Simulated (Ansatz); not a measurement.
**From the elastic tensor of Pt at 22 GPa (stress–strain coefficients) to moduli and sound speeds**

All numbers below come from Ansatz, DFT LDA, scalar-relativistic, plane waves, PAW. Cutoff 420 eV, 20×20×20 k-points (Γ-centred), Fermi-Dirac smearing of 0.15 eV. No spin polarisation.

The structure is cubic, space group Fm-3m (No. 225). Conventional cell: a = 3.818 Å, b = 3.818 Å, c = 3.818 Å, α = 90.00°, β = 90.00°, γ = 90.00°. Pt (site symmetry m-3m) is surrounded by 12 Pt at 2.70 Å.

In a metal, frequencies and elastic constants depend on the k mesh and the smearing, soft modes and shear constants most. Spin–orbit coupling is left out, which can shift energies with elements as heavy as these. Other phases may be more stable at this pressure.

Relaxed-ion constants (GPa, on the Cartesian axes of the calculation):
C11 = 511.5, C12 = 367.0, C13 = 367.0, C22 = 511.5, C23 = 367.0, C33 = 511.5, C44 = 135.2, C55 = 135.2, C66 = 135.2 GPa; the others vanish.

Density 23.281 g/cm³; 1 atom in 13.91 Å³.

The values that follow are for a polycrystal of randomly turned grains, by Hill's mean where one number stands.

With S = C⁻¹: B_V = (C11+C22+C33+2(C12+C13+C23))/9, G_V = (C11+C22+C33−C12−C13−C23+3(C44+C55+C66))/15, 1/B_R = S11+S22+S33+2(S12+S13+S23), 15/G_R = 4(S11+S22+S33−S12−S13−S23)+3(S44+S55+S66); Hill is their mean. Then v_l = √((B+4G/3)/ρ), v_t = √(G/ρ), v_m = [(2/v_t³+1/v_l³)/3]^(−1/3) and Θ = (ħ/k_B)·v_m·(6π²n/V)^(1/3) for n atoms in the volume V; E = 9BG/(3B+G), ν = (3B−2G)/(2(3B+G)) and A^U = 5G_V/G_R + B_V/B_R − 6.

| Quantity | Value |
| --- | --- |
| Bulk modulus, Voigt / Reuss / Hill | 415.2 / 415.2 / 415.2 GPa |
| Shear modulus, Voigt / Reuss / Hill | 110.0 / 100.2 / 105.1 GPa |
| Young's modulus | 291 GPa |
| Poisson ratio | 0.383 |
| Pugh ratio B/G | 3.95 |
| Universal anisotropy index | 0.49 |
| Longitudinal and transverse sound speeds | 4884 and 2125 m/s |
| Debye temperature from the mean sound speed | 297 K |

Cost: 1 run of about 1.8 core-minutes, on Intel Xeon Processor @ 2.70GHz (shared hosts).

Compressed Pt resists a change of volume far more than a change of shape: the bulk modulus is 415.2 GPa, the Hill shear modulus only 105.1 GPa. Compression works against the kinetic energy of the electrons and the overlap of the filled ion cores, whereas shear at constant volume mostly rearranges neighbours within delocalised 5d–6sp bonding that has little directional stiffness. C12 exceeds C44 by much more than twice the applied pressure, so central pair forces can't account for the tensor, and volume-dependent, many-body metallic cohesion is needed.

C44 also lies well above half of C11 − C12, which makes ⟨111⟩ the stiffest direction in uniaxial tension and ⟨100⟩ the softest, as is usual for fcc metals. The modest Debye temperature follows from the heavy atoms and the slow transverse waves, which dominate the mean sound speed.

The cubic stability conditions are met, so the lattice withstands small homogeneous strains at this pressure; this doesn't exclude soft phonons at shorter wavelengths.
